## Reading the tail of a partial-wave series: 2s of Cu²⁸⁺

**Setup.** For a point nucleus of infinite mass the self-energy shift is $\Delta E=E_0F$, with $E_0=\frac{\alpha}{\pi}\frac{(Z\alpha)^4}{n^3}m_ec^2=4.7677\times10^{-20}$ J for $Z=29$, $n=2$. The zero- and one-potential terms need no partial waves. The many-potential term is $\sum_k t_k$, where $t_k$ joins the intermediate Dirac waves $\kappa=\pm k$. Let $S_K$ be $F$ with this sum cut at $k=K$, and $S=S_\infty$. Assume $t_k=a_3/k^3+a_4/k^4+a_5/k^5+\dots$ for $k\ge30$.

**Data**, made for the exercise and rounded in the last digit:

| $K$ | $S_K$ | $t_K$ |
|---|---|---|
| 30 | 2.873986 | 0.0012128 |
| 60 | 2.887795 | 0.0001693 |

Find $S$ and the $a_p$.

**Predict:** which power of $1/K$ leads the truncation error, and which survives in $R=(4S_{2K}-S_K)/3$?

The Euler–Maclaurin formula $\sum_{k>K}f(k)=\int_K^\infty f\,dk-f(K)/2-f'(K)/12+\dots$ gives
$$S-S_K=\frac{a_3}{2K^2}+\frac{c_3}{K^3}+\frac{c_4}{K^4}+\dots,\quad c_3=\frac{a_4}{3}-\frac{a_3}{2},\quad c_4=\frac{a_3}{4}-\frac{a_4}{2}+\frac{a_5}{4}.$$
In $R-S$ a term $c_p/K^p$ is multiplied by $(1-2^{2-p})/3$, so
$$R-S=\frac{c_3}{6K^3}+\frac{c_4}{4K^4}+\dots$$
The data give $R=2.892398$.

**Predict:** how do the two terms alone fix a two-parameter model?

The scaled terms $u_k=k^3t_k$ are then linear in $1/k$. With $u_{30}=32.7456$ and $u_{60}=36.5688$,
$$a_3'=2u_{60}-u_{30}=40.392,\qquad a_4'=60(u_{30}-u_{60})=-229.39 .$$
Summed exactly over $k>60$, this fit adds $0.005172$ to $S_{60}$: $S'=2.892967$.

**Predict:** what tests the fit?

The difference $S_{60}-S_{30}=0.013809$. The fit, summed over $k=31$ to $60$, gives $0.0138389$, a mismatch of $-2.99\times10^{-5}$. A term $a_5/k^5$ leaks into the fit as $a_3'=a_3-a_5/1800$, $a_4'=a_4+a_5/20$, and leaves the residual $a_5g_k$ with
$$g_k=\frac{(k-30)(k-60)}{1800\,k^5}.$$
This is negative between the fitted points, $\sum_{31}^{60}g_k=-1.923\times10^{-8}$, and positive beyond, $\sum_{61}^{\infty}g_k=1.929\times10^{-8}$. Dividing the mismatch by the first sum gives $a_5$; the second sum then raises $S'$ by $3.0\times10^{-5}$:
$$a_5=(1.55\pm0.17)\times10^{3},\quad a_4=-307\pm9,\quad a_3=41.3\pm0.1,\quad S=2.892997\pm0.000005 .$$

**Predict:** which datum sets the bar on $S$?

The bars are worst-case sums of the rounding errors, $5\times10^{-7}$ in $S_K$ and $5\times10^{-8}$ in $t_K$. The problem is linear, with
$$\delta S=1.003\,\delta S_{30}-0.003\,\delta S_{60}+4.5\,\delta t_{30}+80\,\delta t_{60}.$$
The term $t_{60}$ dominates, because it carries the fewest figures and stands for many terms of the sum.

**How good was $R$?** With $c_3=-123$ the leading residual is $-7.6\times10^{-4}$ and the $c_4$ term adds $+1.7\times10^{-4}$. Their sum, $-5.9\times10^{-4}$, accounts for nearly all of $R-S=-6.0\times10^{-4}$, or $2.9\times10^{-23}$ J in magnitude. This Richardson step improves on the raw error $S-S_{60}=5.2\times10^{-3}$, and it passes on only $8\times10^{-7}$ of rounding error. Its limit is truncation, so more digits would not help it.

**Uniqueness.** Four data fix four unknowns uniquely, since $\sum_{31}^{60}g_k\ne0$, but no test remains. Any $a_6$ can be absorbed in the other parameters, and the true limit then differs from the inferred $S$ by $-3.4\times10^{-10}a_6$. If $a_6\approx-8\times10^3$, continuing the trend of the coefficients, the shift is $+2.7\times10^{-6}$, which rivals the rounding bar. In a real calculation the power series is expected to settle only when the momentum $\hbar k/r$ exceeds $m_ec$. With the nonrelativistic $\langle r\rangle=6a_0/Z$ this means roughly $k>6/(Z\alpha)\approx28$, so $K=30$ is marginal and further terms $t_k$ should be fitted.

The model's shift is $E_0S=1.3793\times10^{-19}$ J. The data were chosen so that $S$ lies near 2.9, the typical size of $F$ for 2s at this $Z$; its further digits and the $a_p$ belong to the model, not to copper.